## Why does the energy of a fractional 5p hole in europium sag below a straight line?

I have been emptying the 5p shell of a europium atom in steps of one eighth of an electron, within the local density approximation, and I am trying to understand the last column of the results.

Scalar-relativistic all-electron Kohn-Sham calculations with Quantum ESPRESSO ld1.x 7.5 for europium ([Xe] 4f7 6s2), using the LDA-PZ functional, spherical densities, no spin polarisation and a point nucleus. Charge is removed from 5p only; energy changes are relative to the neutral atom, and the straight line joins the energies at 0 and 1 electron removed.

| electrons removed (electrons) | energy change (eV) | emptied level eigenvalue (eV) | emptied level mean radius (bohr) | deviation from the straight line (eV) |
| --- | --- | --- | --- | --- |
| 0.000 | 0 | -23.870 | 1.6323 | 0.000 |
| 0.125 | 3.0555 | -25.081 | 1.6276 | -0.562 |
| 0.250 | 6.2646 | -26.325 | 1.6229 | -0.970 |
| 0.375 | 9.6312 | -27.599 | 1.6182 | -1.221 |
| 0.500 | 13.159 | -28.901 | 1.6134 | -1.312 |
| 0.625 | 16.850 | -30.228 | 1.6086 | -1.237 |
| 0.750 | 20.709 | -31.577 | 1.6039 | -0.996 |
| 0.875 | 24.738 | -32.948 | 1.5991 | -0.584 |
| 1.000 | 28.940 | -34.340 | 1.5943 | 0.000 |

If a quarter of an electron cost a quarter of the energy of a whole one, the deviation from the straight line would be zero everywhere. Instead every intermediate row lies below the line, by up to 1.3 eV. What sets that size? The dip also looks like a symmetric parabola but isn't quite one: the row at 0.875 lies slightly deeper than the row at 0.125. And while the 5p eigenvalue falls by more than 10 eV, the mean radius of the shell hardly changes. Is this the delocalisation error I keep reading about, and could I have guessed the numbers?

## Answer

Three sizes are worth remembering. The 5p level sinks by about 10 eV per electron removed, the sag is one eighth of that, and the lopsidedness is only a few hundredths of an eV. They belong to an averaged 5p shell without spin polarisation, spin–orbit splitting or multiplets, so the 28.94 eV for a whole electron should not be set against a measured 5p binding energy. Nor is an ion with a 5p hole in its lowest state, which matters for your question about delocalisation error.

### Two limits

Let $x$ be the number of electrons removed, $E(x)$ the energy change and $\varepsilon(x)$ the eigenvalue of the 5p level being emptied. Janak's theorem says that the next small portion of charge costs the current depth of the level:

$$\frac{dE}{dx}=-\varepsilon(x).$$

Suppose first that the departing charge came from an enormously diffuse shell, or that the other electrons moved in and replaced its potential completely. The level would then stay where it was, each portion would cost the same, and $E(x)$ would be straight.

Suppose instead that all orbitals were frozen. Each portion removed would take away some of the repulsion felt by the 5p electrons that remain. The level would sink, the next portion would cost more, and the curve would bend upwards. A curve that bends upwards lies below the chord between its ends, and this is the sign of your deviation.

The calculated atom lies between these limits. The rate at which the level sinks,

$$U(x)=-\frac{d\varepsilon}{dx},$$

is the curvature of the energy. It measures how strongly the 5p charge repels itself after all the shells, 5p included, have adjusted and after the exchange-correlation functional has cancelled part of the repulsion.

### The size of the sag, worked through

Take $U$ as constant. Janak's theorem then gives $d^2E/dx^2=U$. Integrating this twice and subtracting the chord gives

$$\Delta(x)=-\frac{U}{2}\,x(1-x),$$

where $\Delta$ is the deviation from the straight line. Its deepest point is at $x=1/2$, with depth $U/8$.

The two end eigenvalues supply $U$, so nothing is fitted to the energies:

$$U=34.340-23.870=10.470\ \text{eV},\qquad U/8=1.309\ \text{eV}.$$

The table has a depth of 1.312 eV at half an electron. Over all rows the parabola is wrong by at most 0.014 eV, at $x=0.75$.

The same argument explains why the half-emptied atom is so useful. Its eigenvalue, taken with a positive sign, is 28.901 eV, only 0.039 eV below the full removal energy. This is Slater's transition state. The eigenvalue of the neutral atom used in the same way falls short by 5.07 eV, and that of the row at $x=1$ overshoots by 5.40 eV. Both errors are close to $U/2$, because a level that sinks steadily has its average depth at the midpoint.

### Why the dip is lopsided

No row breaks the trend, but the parabola misses in a pattern: the table lies above it at $x=0.125$ to $0.375$ and below it from $0.5$ to $0.875$. That is what a growing $U$ produces. Taken from neighbouring eigenvalues, $U$ rises from 9.69 eV in the first step to 11.14 eV in the last, by 14.9 %. The curve bends more sharply near the emptied end, which pulls the dip that way. At three quarters of an electron it is 0.026 eV deeper than at one quarter.

To allow for this, I fitted a cubic in $x$ to all nine eigenvalues, integrated it and subtracted its own chord. The result follows the deviations to 0.0005 eV, which is within the rounding. The energies did not enter the fit, but Janak's theorem links the two columns in any case. The agreement therefore shows that the columns are consistent with each other; it does not say why $U$ grows.

A small discrepancy remains before the chord is subtracted. The integrated eigenvalues exceed the energy change by 0.028 eV for the whole electron, or 0.10 % of it. The excess builds up almost evenly, so the chord absorbs it. It also flatters the transition state: the growth of $U$ alone would leave the midpoint eigenvalue 0.068 eV short, and the excess cancels part of that. A likely source is that the scalar-relativistic density keeps only the large components of the orbitals, which makes Janak's theorem approximate, but these runs do not isolate that cause.

### Why the level sinks faster and faster

The obvious suspect is the size of the shell. A smaller shell repels itself more strongly, roughly as one over its radius. The 5p shell does contract, but only by 2.3 % over the whole series. Between the first and last steps this would raise $U$ by 2.1 %, not 14.9 %. Simple size scaling fails by a factor of about seven.

Screening is the better candidate, and further output of the same calculation, at $x=0$, $0.125$ and $0.875$, lets us look at it in one place. At the nucleus, the repulsive potential of the electrons is the sum over shells of occupation times the mean of $1/r$, so it can be split shell by shell. Between $x=0$ and $x=0.875$, per electron removed:

- the bare loss of 5p charge lowers the potential energy of an electron there by 22.0 eV;
- the contraction of the 4f shell gives back 4.7 eV;
- the contraction of the 6s shell gives back 3.0 eV;
- the contraction of the remaining 5p charge gives back 2.75 eV;
- the other shells together change the sum by about 0.1 eV.

Relaxation thus cancels 48 % of the bare effect and leaves a drop of 11.5 eV. The 1s level, which sits almost at the nucleus, sinks by the same amount.

The help from 4f, which lies mostly inside 5p, and from 6s, which lies mostly outside it, also weakens along the series. From the first eighth of an electron to the following three quarters, the 4f contribution drops from 5.2 to 4.6 eV per electron and the 6s contribution from 3.34 to 2.95 eV. Both changes exceed the rounding. The bare loss grows by only about 0.2 eV between the same intervals. The share of the 3s to 4d shells in the first interval is lost in rounding (up to 0.78 eV), so the 1s level serves as the check: it sinks faster by 1.02 eV per electron, with up to 0.22 eV of rounding in the first interval, and the 4f and 6s drops together make 0.97 eV. At the nucleus, then, fading screening is the main reason why the levels sink faster.

Carrying this over to the 5p region is an argument, not something the split proves. Some support comes from the direct repulsion integrals with 5p. Per electron removed, seven times F0(4f,5p) grows by 3.41 eV in the first interval and 3.23 eV in the second, and twice F0(6s,5p) by 2.52 and 2.16 eV. Together these fade by 0.54 eV, against the 0.81 eV by which the 5p level sinks faster, and here 6s fades more than 4f. These integrals also contain the contraction of 5p itself, and they leave out the repulsion within 5p and the exchange-correlation potential, so they are only a proxy. The physical reason would be that the screening electrons become stiffer. As positive charge builds up, the 6s and 4f electrons are held more tightly; the mean radius of 6s, for instance, shrinks by a much larger fraction than that of 5p. A tightly held shell responds less to the next portion of missing charge. If the softest outer parts respond first, that would also explain why the growth of $U$ slows down, from 0.26 eV between the first two steps to 0.17 eV between the last two, but this last point is a guess.

The share of the 4f shell deserves some caution. Without spin polarisation, the half-filled 4f level of the neutral atom lies at about −2.9 eV, above 6s at −3.8 eV. Letting the seven 4f spins align would bind them more deeply and probably make them less responsive. The unusually soft 4f shell may therefore be partly an artefact of the spin treatment.

### Is it delocalisation error?

It is related, but the whole 1.3 eV should not be given that name. The exact straight-line rule concerns the lowest energy at each electron number, and a 5p hole is not the lowest state of the ion. The missing charge is also spread evenly over the six 5p spin-orbitals. Part of the curvature is then repulsion between different orbitals, which would survive even if each orbital's interaction with itself were removed exactly. What the sag does share with delocalisation error is its shape: an approximate functional cancels self-repulsion incompletely, and fractional charges come out too cheap.

Nor is 10.5 eV a value of $U$ to put into a DFT+U calculation. It is the full curvature for a free atom, and in a solid the surroundings would screen the hole as well.

### Guessing a neighbouring case

Ask two questions: how compact is the shell being emptied, and how much soft charge is available to respond?

A diffuse shell such as 6s should sag less, because its electrons repel each other weakly from the start. If the 6s electrons were stripped off first and 5p emptied afterwards, one of the main screeners would be gone, so I would expect a deeper sag than here. With fewer soft electrons left to stiffen, the dip should also be closer to a symmetric parabola.

For a quick estimate in any such case, compute the eigenvalue of the shell before and after removal and divide the difference by eight. The result is good as long as $U$ changes little along the way; here a change of 15 % disturbs the parabola by only about a hundredth of an eV.
